**Question.** *How do the correlation energy and correlation pressure of the electron-hole liquid in Ge respond when I change one parameter?*

I know the jellium statement that the RPA correlation pressure tends to $-0.0104\,n$ Ha at high density, and that it comes from coordinate scaling. I would like to use this for electron-hole droplets in germanium. Tables give me $\varepsilon=16.2$ or $15.9$, the masses are uncertain by perhaps 10 %, the liquid can be compressed, and uniaxial stress removes conduction valleys. Can I predict the sign and size of each effect without redoing the ring sum, and can I simply use the high-density number in effective units?

**Answer.** Yes to the first part, no to the second. Two numbers at one density, the kinetic and potential parts $t_c$ and $u_c$ of the correlation energy, fix the first-order response of $\epsilon_c$ to all four changes. The high-density limit overestimates the correlation pressure of the droplet model below by more than a factor of two.

## The scaling relation

Let the interaction be $\lambda e^2/r$ and define $n_\gamma(\mathbf r)=\gamma^3n(\gamma\mathbf r)$. The relation is $E_c^\lambda[n]=\lambda^2E_c[n_{1/\lambda}]$. For a uniform gas one can read it off the RPA integral. In Hartree units, for one spin-degenerate band, put $x=q/2k_F$, $u=\omega/qk_F$ on the imaginary frequency axis, and $k_F=1/\alpha r_s$ with $\alpha=(4/9\pi)^{1/3}=0.521$. The Lindhard function is $\chi_0=-(k_F/\pi^2)F(x,u)$ with

$$F=\frac12+\frac{1-x^2+u^2}{8x}\ln\frac{(1+x)^2+u^2}{(1-x)^2+u^2}-\frac u2\left[\arctan\frac{1+x}{u}+\arctan\frac{1-x}{u}\right]>0 .$$

With $X=-\lambda v\chi_0=\lambda F/(\pi k_Fx^2)$ and $v=4\pi/q^2$, the energy per electron is

$$\epsilon_c^\lambda=\frac1n\int\!\frac{d^3q}{(2\pi)^3}\int_0^\infty\!\frac{d\omega}{2\pi}\,[\ln(1+X)-X]=\frac{12k_F^2}{\pi}\int_0^\infty\!\!dx\,x^3\!\int_0^\infty\!\!du\,[\ln(1+X)-X].$$

The integral depends on $\lambda r_s$ alone and the prefactor is $\propto r_s^{-2}=\lambda^2(\lambda r_s)^{-2}$, so $\epsilon_c^\lambda(r_s)=\lambda^2\epsilon_c(\lambda r_s)$.

Applying $\lambda\,\partial_\lambda$ turns the bracket into $X/(1+X)-X=-v(\chi-\chi_0)$, where $\chi=\chi_0/(1-v\chi_0)$. By the fluctuation-dissipation theorem this is the potential energy of correlation $u_c$. The remainder $t_c=\epsilon_c-u_c$ is kinetic, and $P_c=n^2\,d\epsilon_c/dn$ with $n\propto r_s^{-3}$. Hence

$$u_c=\frac1{r_s}\frac{d(r_s^2\epsilon_c)}{dr_s},\qquad t_c=-\frac{d(r_s\epsilon_c)}{dr_s},\qquad P_c=-\frac{n\,r_s}{3}\frac{d\epsilon_c}{dr_s}=\frac n3(2t_c+u_c).$$

The signs follow point by point, since $X>0$. The bracket for $u_c$ is $-X^2/(1+X)<0$. The one for $t_c$ is $\ln(1+X)-X/(1+X)>0$. The one for $2t_c+u_c$ is $2\ln(1+X)-X-X/(1+X)$, which vanishes at $X=0$ and has derivative $-X^2/(1+X)^2$, so it is negative. In RPA, $u_c<0$, $t_c>0$ and $P_c<0$ at every density.

At high density the term $-X^2/2$ gives $\int dx/x$, cut off at $x\sim\sqrt{r_s}$. With $F(0,u)=1-u\arctan(1/u)$ and $\int_0^\infty F(0,u)^2du=\pi(1-\ln2)/3$, one finds $\epsilon_c\to c_0\ln r_s+\text{const}$ with $c_0=(1-\ln2)/\pi^2=0.0311$ Ha, and so $P_c\to-c_0n/3=-0.0104\,n$ Ha. At low density $x\gg1$ dominates, $F\to1/[3(x^2+u^2)]$, both $x$ and $u$ scale as $r_s^{1/4}$, and $\epsilon_c\propto-r_s^{-3/4}$.

## A germanium model that maps onto jellium

Unstressed Ge has four conduction valleys. As typical inputs I take a density-of-states mass $m_e\approx0.22$ per valley and a heavy-hole mass $m_h\approx0.35$, in free-electron masses. Light holes ($\approx0.04$) hold about 4 % of the holes and are dropped. At pair density $n$ the Fermi wavevectors obey $k_h=4^{1/3}k_e$, and the Fermi velocities $k/m$ are equal within a ratio of 1.002. I replace the pair (4 valleys, 1 band) by a symmetric isotropic model with $\nu$ electron bands and $\nu$ hole bands, each spin-degenerate, taking geometric means: $\nu=2$ and $m=0.28$. The isotropic two-band kinetic energy, exchange energy and Fermi-level density of states exceed the symmetric model's by 3.6 %, 2.7 % and 1.7 %. Valley anisotropy is a larger omission, to which I return at the end.

For the background I use $\varepsilon=16.2$ (compiled 300 K value, Ioffe Institute). The units are then $a^*=\varepsilon a_0/m=3.06$ nm and $\mathrm{Ha}^*=(m/\varepsilon^2)\,\mathrm{Ha}=29.0$ meV, and $r$ is defined by $1/n=\tfrac{4\pi}3(ra^*)^3$.

Each band holds $n/\nu$ carriers, so $k_F=1/(\alpha r\nu^{1/3})$, which is jellium at $r_b=\nu^{1/3}r$. RPA sees only the charge response, the sum over all $2\nu$ bands, so $X$ is that of jellium at $r_b$ with coupling $\lambda=2\nu$. The scaling relation gives the energy per volume as $(n/\nu)(2\nu)^2g(2\nu r_b)$, where $g(s)$ is the jellium RPA energy per electron at $r_s=s$. Per pair, in $\mathrm{Ha}^*$,

$$\epsilon_c(r)=4\nu\,g(s),\quad s=2\nu^{4/3}r,\qquad e(r)=\frac{A}{r^2}-\frac Br+\epsilon_c,\quad A=\frac{3}{5\alpha^2\nu^{2/3}},\quad B=\frac{3}{2\pi\alpha\nu^{1/3}} .$$

The first two terms are the kinetic energy $t_s=2\cdot\frac3{10}k_F^2$ and exchange energy $e_x=-2\cdot\frac{3}{4\pi}k_F$ of one electron and one hole, with the energy zero at the band gap. For $\nu=2$: $A=1.392$, $B=0.727$, $s=5.04\,r$.

To evaluate $g$ I use the Perdew-Wang (1992) interpolation of the RPA integral,

$$g=-2a(1+a_1s)\ln\left[1+\frac1{2a(b_1s^{1/2}+b_2s+b_3s^{3/2}+b_4s^{7/4})}\right],$$

with $a=0.031091$, $a_1=0.082477$, $b_1=5.1486$, $b_2=1.6483$, $b_3=0.23647$, $b_4=0.20614$. I treat it as good to about 1 %; third figures below serve to compare linear with finite changes inside the model. Unrounded values are carried between steps.

**Reference state.** A free droplet, ignoring surface tension, has $P=0$, that is $2A/r^2-B/r=4\nu D$ with $D=s\,g'(s)$. The root is $r_0=2.72$, so $n_0=4.12\times10^{-4}$ nm$^{-3}$ ($4.12\times10^{17}$ cm$^{-3}$), $r_b=3.43$, $s_0=13.7$, $g=-0.0261$ and $D=0.01356$. Per pair:

| quantity | $t_s$ | $e_x$ | $\epsilon_c$ | $t_c$ | $u_c$ | $e_0$ |
|---|---|---|---|---|---|---|
| meV | 5.45 | $-7.75$ | $-6.06$ | 2.91 | $-8.98$ | $-8.37$ |

The pressures divided by $n$ are $\tfrac23t_s=3.63$, $\tfrac13e_x=-2.58$ and $P_c/n=-1.05$ meV, or 240, $-171$ and $-69$ Pa. Zero pressure is the virial theorem $2T+U=0$: $T=t_s+t_c=8.37$ meV $=-e_0$, of which 35 % is kinetic correlation, and $U=e_x+u_c=-16.73$ meV $=2e_0$. Without $P_c$ the minimum would lie at $r=2A/B=3.83$ with energy $-B^2/4A=-2.76$ meV, so the correlation pressure compresses the model liquid by a factor 2.78. This is a pressure of the carrier gas only, and $|P_c|$ is $9\times10^{-10}$ of the lattice bulk modulus of 75.8 GPa (compiled value, Toher 2017).

**Why the high-density number fails.** The limit per pair is $-4\nu c_0/3=-0.0829\ \mathrm{Ha}^*=-2.41$ meV, against $-1.05$ meV at $n_0$; the ratio $D/c_0$ is 0.44. Every extra band adds to the screening and dilutes each Fermi sea, which pushes the argument of $g$ to 13.7, far from the logarithmic regime $s\ll1$. The local slope $\eta=-d\ln D/d\ln s$, which is 0 in the logarithmic regime and $3/4$ at low density, is 0.39 here.

**Response rules.** Restoring units, $\epsilon_c=(\hbar^2k_F^2/m)\,\Phi(me^2/\hbar^2\varepsilon k_F)$ at fixed $\nu$ (Gaussian charge), with $\Phi$ the dimensionless ring integral. Logarithmic derivatives give

$$\frac{\partial\epsilon_c}{\partial\ln(1/\varepsilon)}=u_c,\qquad\frac{\partial\epsilon_c}{\partial\ln m}=-t_c,\qquad\frac{\partial\epsilon_c}{\partial\ln n}=\frac{2t_c+u_c}3,\qquad\frac{\partial\epsilon_c}{\partial\ln\nu}=-\frac{5t_c+u_c}3 .$$

The last comes from $4\nu g(2\nu^{4/3}r)$, whose derivative is $\epsilon_c+\tfrac43r\epsilon_c'$, with $\epsilon_c=t_c+u_c$ and $r\epsilon_c'=-(2t_c+u_c)$. Because $|P_c|\propto n\,\nu\,(m/\varepsilon^2)D(s)$ and $s\propto\nu^{4/3}n^{-1/3}m/\varepsilon$, the exponents of $|P_c|$ for the same four variables are $2-\eta=1.61$, $1-\eta=0.61$, $1+\eta/3=1.13$ and $1-4\eta/3=0.48$.

## Change 1: $\varepsilon$ from 16.2 to 15.9

The second number is the compiled high-frequency value (Skone 2014). Ge has no infrared-active optical phonon, so there is no lattice term separating the two constants, and their difference is best read as the spread of the input.

*Reasoning.* Lowering $\varepsilon$ is a coupling change with $\lambda=16.2/15.9=1.0189$, $\ln\lambda=0.0187$. At fixed $n$ the correlation energy must fall, because $u_c<0$. It falls more slowly than $\lambda^2$: the stronger interaction also screens itself more strongly, which in the formula is the growth of the argument in $\lambda^2\epsilon_c(\lambda r)$. The exponent is $u_c/\epsilon_c=1.48$. The $\lambda^2$ guess would give $2\epsilon_c\ln\lambda=-0.227$ meV, while the rule gives $u_c\ln\lambda=-0.168$ meV.

*Calculation.* $\lambda^2\epsilon_c(\lambda r_0)-\epsilon_c(r_0)=-0.170$ meV, slightly more than the change of exchange, $-0.146$ meV. $|P_c|$ grows by 3.1 %. A liquid held at $n_0$ is now under tension, so a free droplet contracts. For it nothing needs computing: $e(r)$ in starred units does not contain $\varepsilon$, so $r_0$ stays and only the units move. Then $n_0\propto\lambda^3$ rises by 5.8 % to $4.36\times10^{-4}$ nm$^{-3}$, $e_0\propto\lambda^2$ goes to $-8.69$ meV, a shift of $-0.319$ meV, and $|P_c|\propto\lambda^5$ rises by 9.8 %. The exciton Rydberg scales as $\lambda^2$ too, so the ratio of liquid to exciton energy is unchanged.

## Change 2: masses up by 10 %

*Reasoning.* Heavier carriers pay less kinetic energy to avoid or approach one another. The derivative with respect to $\ln m$ picks out minus the kinetic energy, and for the correlation part this is $-t_c<0$. The estimate is $-t_c\ln1.1=-2.91\times0.0953=-0.278$ meV. Exchange contains no mass at fixed $n$ and does not move. The response is weaker than for $\varepsilon$ by the ratio $t_c/|u_c|$, about one third.

*Calculation.* With $\mu=1.1$, $\mu\,\epsilon_c(\mu r_0)-\epsilon_c(r_0)=-0.282$ meV, compared with $-0.496$ meV from $t_s$. $|P_c|$ grows by 6.0 %. Both changes make the total pressure negative, and the free droplet again follows the units: $n_0\propto\mu^3$ rises by 33 %, $e_0$ goes to $-9.20$ meV, and $|P_c|\propto\mu^4$ rises by 46 %.

If only the hole mass is raised, the mapping onto jellium is lost, but the model is symmetric under exchange of electrons and holes at the reference point. Each first derivative is therefore half the common one: $\Delta\epsilon_c\approx-0.139$ meV at fixed $n$, and $n_0$ rises by about $1.1^{3/2}-1=15$ %.

## Change 3: compression to $2n_0$

*Reasoning.* $P_c<0$ means that $\epsilon_c$ falls on compression, by $(P_c/n)\ln2=-0.728$ meV at first order in $\ln n$. This should be an underestimate, since $|P_c|/n\propto D$ grows as $s$ falls. The high-density formula predicts that $P_c$ just doubles, the low-density one gives the exponent $5/4$, and the local exponent 1.13 gives a factor 2.19. All of these are below the exchange factor $2^{4/3}=2.52$ and the kinetic factor $2^{5/3}=3.17$, so correlation loses weight on compression and the total pressure turns positive.

*Calculation.* $s$ goes from 13.7 to 10.9, where $g=-0.0294$ and $D=0.01478$. Then $\Delta\epsilon_c=-0.760$ meV and $P_c$ is multiplied by 2.18, to $-151$ Pa. The total is $762-430-151=181$ Pa. The same exponents give the bulk modulus of the liquid at $n_0$,

$$K=n\frac{dP}{dn}=\tfrac53P_s+\tfrac43P_x+\left(1+\tfrac\eta3\right)P_c=400-228-78=94\ \text{Pa},$$

where $P_s$ and $P_x$ are the kinetic and exchange pressures. The correlation term is nearly as large as the result. Even at $2n_0$ the ratio $D/c_0$ is only 0.48.

## Change 4: one conduction valley instead of four

Compression along $\langle111\rangle$ lowers one valley below the other three. I change only that and keep the hole band as it is. Electrons and holes then share one $k_F$, and the symmetric model has $\nu=1$, $m=0.28$; the two-mass kinetic energy exceeds the model's by 3.6 % again.

*Reasoning.* At fixed $n$ fewer valleys mean a larger $k_F$, a stiffer Fermi sea and a smaller polarizability, so one expects weaker correlation. This sign is not guaranteed point by point: the bracket for $5t_c+u_c$ starts as $+\tfrac32X^2$ and is negative at large $X$. At high density $5t_c+u_c\to-3\epsilon_c>0$ up to a constant. For $g\propto-s^{-3/4}$ it vanishes, because $\nu\,(\nu^{4/3})^{-3/4}=1$ and the correlation energy forgets the valley number. Here $-(5t_c+u_c)/3=-1.87$ meV, so halving $\nu$ should raise $\epsilon_c$ by $1.87\ln2=1.29$ meV, and the exponent 0.48 predicts a factor of about 0.7 in $P_c$. For the free droplet, Hartree-Fock gives $2A/B\propto\nu^{-1/3}$ and $B^2/4A\propto\nu^0$: the density halves and the energy does not change at all. Any loss of binding is therefore a pure correlation effect, and since $|P_c|$ weakens, the density should fall by more than half.

*Calculation.* At fixed $n_0$, $s=2r_0=5.45$, $g=-0.0409$ and $D=0.01843$, so $\epsilon_c=4g=-4.75$ meV, a change of $+1.31$ meV. $P_c/n=-0.71$ meV, a factor 0.68. The kinetic energy rises by 3.20 meV and exchange changes by $-2.02$ meV. Exchange and correlation move in opposite directions, and their sum goes only from $-13.82$ to $-14.52$ meV, or 5 %. The total rises by 2.50 meV to $-5.87$ meV, an upper bound on the new minimum. Relaxing to $P=0$ gives $r=3.78$, $n=1.54\times10^{-4}$ nm$^{-3}$ (a factor 0.37), $e=-6.63$ meV and $P_c=-16$ Pa. Real stress also splits the valence bands and eventually leaves a lighter hole, which by change 2 lowers density and binding further.

## Summary of the model's responses

| change | $\Delta\epsilon_c$, first order (meV) | $\Delta\epsilon_c$, full (meV) | factor in $P_c$ | factor in $n_0$ | $e_0$ (meV) |
|---|---|---|---|---|---|
| $\varepsilon$: 16.2 to 15.9 | $-0.168$ | $-0.170$ | 1.031 | 1.06 | $-8.69$ |
| $m\times1.1$ | $-0.278$ | $-0.282$ | 1.060 | 1.33 | $-9.20$ |
| $n\times2$ | $-0.728$ | $-0.760$ | 2.18 | imposed | not free |
| $\nu$: 2 to 1 | $+1.29$ | $+1.31$ | 0.68 | 0.37 | $-6.63$ |

The first three numerical columns are at fixed density, apart from the imposed doubling; the last two are for the free droplet.

## What is left out, and how large it is

*Small terms.* The Fermi energy is 4.54 meV. At 2 K, $k_BT=0.17$ meV, and the Sommerfeld free energy per pair is $-2(\pi^2/4)(k_BT)^2/E_F=-0.03$ meV. The plasma energy $\sqrt{6/r_0^3}\ \mathrm{Ha}^*=16$ meV is small against the direct gap of 0.8 eV (compiled value, Waroquiers 2013), so dispersion of $\varepsilon$ enters at relative order $4\times10^{-4}$.

*Beyond RPA.* The leading omitted diagram at high density is bare second-order exchange, $\tfrac16\ln2-3\zeta(3)/4\pi^2=0.0242$ Ha per particle in jellium. It acts within one band and one spin, so it adds $2\times0.0242\ \mathrm{Ha}^*=+1.40$ meV per pair, independent of $r$ and $\nu$. A constant $C$ has $t=-C$, $u=2C$ and $2t+u=0$: it exerts no pressure and leaves changes 3 and 4 untouched. It does scale as $m/\varepsilon^2$, and so adds $+0.053$ meV in change 1 and $+0.140$ meV in change 2, about a third and a half of the RPA values of $\Delta\epsilon_c$, with the opposite sign. At $r_b=3.43$ this term is screened and becomes density dependent, and electron-hole multiple scattering, also absent from RPA, lowers the energy. The fixed-density values of $\Delta\epsilon_c$ in changes 1 and 2 are therefore RPA statements whose sign is more trustworthy than their size.

*What survives.* The free-droplet laws $n_0\propto(m/\varepsilon)^3$ and $e_0\propto m/\varepsilon^2$ and the virial relation use only dimensional analysis of the effective-mass Hamiltonian. They hold at zero temperature for anisotropic valleys and for the exact correlation energy, as long as all masses are scaled together.

*Absolute values.* These belong to the model. Typical figures for unstressed Ge droplets are a density near $2.3\times10^{-4}$ nm$^{-3}$ and an energy near $-6$ meV per pair, so the model is about 1.8 times too dense and about 40 % too deep. The direction is what one expects from two omissions: elongated Fermi ellipsoids and the mixed character of the valence states reduce exchange at a given kinetic energy, and the positive second-order exchange term is missing. The exponents and ratios transfer to the material better than the values in meV and Pa do.